How a (K,Na)NbO3 bar answers when one thing is changed

The sample is a bar of poled K0.5Na0.5NbO3 ceramic, length l = 12 mm along axis 1, width w = 2 mm, thickness t = 0.5 mm along the poling axis 3, with both large faces fully electroded and both ends free. As typical inputs I take ρ = 4.4 g/cm³, s11E = 8.5 pm²/N, d31 = −50 pC/N and ε33T = 500 ε0. I will change one thing at a time, and each time we guess sign and size before we calculate.

First the result we reason from. Time dependence is exp(jωt), losses are neglected for now, and w and t are small enough that T1 is the only stress. I write s, d, ε for s11E, d31, ε33T:

S1 = s T1 + d E3,  D3 = d T1 + ε E3.

The electrodes are equipotentials, so E3 = V/t is the same all along the bar. It drops out of ρ ∂²u/∂t² = ∂T1/∂x1, and the wave runs at vE = (ρ s)^(−1/2). With the origin at the centre, u = A sin(q x1), q = ω/vE, and T1 = 0 at x1 = ±l/2 gives A q cos x = d E3, where x = q l/2 = ω l/(2 vE). Eliminating T1, D3 = (d/s) S1 + ε(1 − k²) E3 with k² = k31² = d²/(s ε). The integral of S1 over the length is 2A sin x = d E3 l tan(x)/x, so the electrode charge gives

Y = jω CT [1 − k² + k² tan(x)/x],  CT = ε l w/t.

Y has a pole at x = π/2, the resonance fr = vE/(2l). Y vanishes where k²/(1 − k²) = −x cot x, and with x = π fa/(2 fr) and −cot x = tan(x − π/2) this reads

k²/(1 − k²) = (π fa/(2 fr)) tan[π (fa − fr)/(2 fr)].

Three rules follow. One: fr knows only l, ρ and s11E, with exponents −1, −1/2, −1/2. Two: the relative gap δ = (fa − fr)/fr knows only k². Three: expanding the last equation,

δ ≈ (4/π²) k² [1 + (1 − 4/π²) k²] = 0.405 k² (1 + 0.595 k²),

so δ is slightly steeper than linear in k².

For our bar vE = 5.17 km/s, fr = 215.5 kHz, CT = 212.5 pF, k² = 0.0664, that is |k31| = 0.258, and k²/(1 − k²) = 0.0712. The root is δ = 2.80 %, which the series also gives, so the gap is 6.04 kHz and fa = 221.5 kHz. The local exponent d ln δ/d ln k² is 1.04.

Change 1: grind the bar 10 % shorter, to 10.8 mm. By rule one fr rises by a factor 1/0.9, or 11.1 %; by rule two δ stays. The calculation gives fr = 239.4 kHz, fa = 246.1 kHz and a gap of 6.71 kHz, while CT falls to 191 pF. Width and thickness only scale CT.

Question: Surely the width does something. The bar isn't a line.

It does, and that fixes how many digits you may believe. Take one Poisson ratio ν ≈ 0.3 for both lateral directions. The sideways motion adds a fraction ν² q²(w² + t²)/12 to the kinetic energy, so the frequency drops by half of that, π²ν²(w² + t²)/(24 l²) = 0.11 %, or 0.24 kHz. This moves fr and fa together. Accelerating the sides also needs a transverse stress, on average T2 = −ν (πw/l)²/12 times T1, 0.7 % in size. At given S1 the sum T1 + T2, which makes the charge through d31 = d32, falls by a fraction (1 + ν) times that, the stored energy is unchanged to first order, and the gap goes as the charge squared over the energy. So the gap shrinks by 1.8 % of itself, 0.11 kHz. Thickness terms carry the smaller geometric factor (t/w)² = 1/16. My last digit in kHz therefore serves to compare cases, not to predict an absolute frequency. For the shortened bar the 0.11 % becomes 0.13 %, negligible beside 11.1 %.

Change 2: replace a fifth of the Nb by Ta, and count only the mass. Nb5+ and Ta5+ have about the same ionic radius, roughly 0.64 Å, so I keep the cell volume. With atomic masses K 39.098, Na 22.990, Nb 92.906, O 15.999 and Ta 180.948, the formula mass of 171.95 g/mol gains 17.61 g/mol, which is 10.2 %. Reasoning: heavier and equally stiff means slower, by about half of 10.2 %, so 5.1 %; and since ρ is absent from k², δ must not move. Calculation: ρ = 4.85 g/cm³, both frequencies fall by 4.8 %, fr = 205.2 kHz, fa = 211.0 kHz, gap 5.75 kHz, δ still 2.80 %.

Question: But tantalum lowers the Curie point and the orthorhombic–tetragonal transition. Compliance and permittivity won't sit still.

Correct, and the neglected terms can rival the mass. Since ρ and s enter fr as a product, a 10 % rise of s11E is worth as much as the whole mass effect. That is the next change.

Change 3: s11E up by 10 %, d and ε held. Reasoning: fr falls by a bit under 5 %, as before. But now k² falls by 9.1 %, so δ should fall by 1.04 × 9.1 = 9.5 % of itself. Calculation: fr = 205.4 kHz, fa = 210.6 kHz, δ = 2.54 %, down by 9.4 %. Mass and softening look alike in fr and differ in δ. For the Ta-bearing bar, a balance gives ρ independently, and what remains of the shift in fr belongs to s11E.

Change 4: permittivity up by 40 %, from 500 to 700 ε0, as moving a transition towards room temperature may do. CT goes to 297.5 pF, and fr stays if s11E does. The sign for δ depends on what d does. If d is held, k² ∝ 1/ε, and δ should scale by 1.4^(−1.04) = 0.70. But in a perovskite the intrinsic coefficient is electrostriction biased by the polarisation, d31 ≈ 2 Q12 ε33 P3. With Q12 and P3 held, d ∝ ε, here −70 pC/N, and k² ∝ ε, so δ should scale by 1.4^1.04 = 1.42. Calculation: at fixed d, |k31| = 0.218, δ = 1.98 %, gap 4.26 kHz, a factor 0.71. With d ∝ ε, |k31| = 0.305, δ = 3.99 %, gap 8.60 kHz, a factor 1.42. A single pair of readings, CT and δ, tells which case one has. In a ceramic domain walls add to both d and ε, so the proportionality is a model limit, not a law.

Change 5: partial depoling, d31 from −50 to −40 pC/N, with s11E and ε held. Reasoning: fr cannot move; k² scales by 0.64 and δ by 0.64^1.04 = 0.63; so fa comes down towards a fixed fr. Calculation: |k31| = 0.206, δ = 1.77 %, gap 3.81 kHz, a factor 0.63, and fa = 219.3 kHz, lower by 2.2 kHz.

Question: In my experience fr goes up when a sample loses poling. Why hold s11E?

A fair objection, since holding it is a choice. The constitutive equations give s11E = s11D + d²/ε, where s11D is the compliance at constant D3. For our bar d²/ε = 0.56 pm²/N and s11D = 7.94 pm²/N. Hold s11D and ε instead. Then s11E loses 36 % of its piezoelectric part, a fraction 0.36 k² = 2.4 %, and fr should rise by 1.2 %. For fa, use fD = fr/√(1 − k²) = 223.0 kHz as the fixed mark, since it depends on s11D alone. To first order fr = fD(1 − k²/2) and fa = fD[1 − (1/2 − 4/π²)k²] = fD(1 − 0.0947 k²). Both lie below fD and climb towards it as k falls, fa by 0.0947 × 0.36 × 0.0664 = 0.23 %, about 0.5 kHz. Calculation: s11E = 8.30 pm²/N, fr = 218.1 kHz, up by 2.6 kHz, fa = 222.0 kHz, up by 0.5 kHz, δ = 1.81 %. So the shift of fa has changed sign, while δ hardly cares, 1.81 % against 1.77 %. The prediction for δ is robust, and those for the separate frequencies hang on which compliance is held. The same remark applies to change 4 with d ∝ ε: at fixed s11D, s11E would rise by 2.7 % and fr would fall by 1.3 %. Depoling also alters ε, and a change of ε by one per cent moves δ by about one per cent of itself the other way.

Change 6: leave the ceramic alone and put Cp = 100 pF in parallel, typical of a metre of coaxial cable. Reasoning: adding jωCp to Y cannot move a pole, so fr stays. The zero needs the motional term to cancel a larger capacitance, so it must sit nearer the pole, and fa falls. The bracket becomes 1 − k² + Cp/CT + k² tan(x)/x, which is what a higher ε at fixed d would give, so the apparent coupling is k²/(1 + Cp/CT). With Cp/CT = 0.47 we expect the gap to lose about a third. Calculation: apparent |k31| = 0.213, δ = 1.88 %, gap 4.05 kHz, fa = 219.5 kHz. Combined with the true s and ε, that gap would be misread as d31 = −41 pC/N, nearly the depoled bar of change 5.

Question: And the same capacitor in series?

Then the roles swap. The impedance is 1/Y + 1/(jωCs). Its pole is where Y = 0, so fa stays at 221.5 kHz. Its zero is where Y + jωCs = 0, which is the equation we just solved. The resonance is therefore pulled up to 219.5 kHz, exactly the antiresonance of the parallel case, and 2.0 kHz of gap is left. Physically, the capacitor stops the source from holding E3 constant, and the bar stiffens towards its open-circuit state.

Change 7: drive the third overtone, x = 3π/2, at 646 kHz. The poles at even multiples of fr are absent because those modes carry no net charge. Reasoning: near the pole x = nπ/2 the zero lies at a distance u with (nπ/2 + u) tan u = k²/(1 − k²), so u ∝ 1/n, the gap in kHz goes as 1/n and the relative gap as 1/n². We expect a third of 6 kHz and a ninth of 2.80 %. Calculation: δ3 = 0.32 %, smaller by a factor 8.8, and a gap of 2.1 kHz. Here the thin-bar model is strained. The lateral terms grow as n²: the frequency shift becomes 1.0 %, or 6.4 kHz, three times the gap itself, and the reduction of the gap 16 %. So say about 2 kHz, and do not expect the overtone at 3 fr.

Question: An analyser shows a maximum and a minimum of |Y|, not a pole and a zero. What does loss do?

That is change 8, a finite mechanical Qm, dielectric loss still neglected. Reasoning: damping rounds both features, the maximum slides down and the minimum slides up, so the apparent gap is too wide. For the size, keep one motional branch beside a constant capacitance C0. Near resonance Y/(ωC0) = j + M/(1 + jΩ), with Ω = 2Qm (f − fr)/fr. For large Qm the zero is at Ω = M, hence M = 2 Qm δ. The squared modulus is [(M − Ω)² + 1]/(1 + Ω²), stationary where Ω² − MΩ − 1 = 0, and the two roots lie √(M² + 4) apart. The gap is inflated by √(1 + 4/M²). For trial values Qm = 100 and 300, M = 5.6 and 16.8, and the inflation is 6 % and 0.7 %. At Qm = 100 it exceeds the width correction of 1.8 % and has the opposite sign; k² read from the extrema is too high by about the same 6 %.

The lossless cases on the fundamental, side by side:

case                              fr/kHz   fa/kHz   δ/%
reference                         215.5    221.5    2.80
l down 10 %                       239.4    246.1    2.80
20 % Ta, mass only                205.2    211.0    2.80
s11E up 10 %                      205.4    210.6    2.54
ε up 40 %, d held                 215.5    219.7    1.98
ε up 40 %, d ∝ ε                  215.5    224.1    3.99
|d| down 20 %, s11E held          215.5    219.3    1.77
|d| down 20 %, s11D held          218.1    222.0    1.81
100 pF parallel                   215.5    219.5    1.88
100 pF series                     219.5    221.5    0.9

Read the table backwards and it is a diagnosis. Both frequencies moving by one factor means length or density. A fixed fr with a moving fa means d, ε or shunt capacitance, and the low-frequency capacitance separates them: it stays for d and rises for the other two, which it cannot tell apart until the cable is removed. A fixed fa with a rising fr means series capacitance.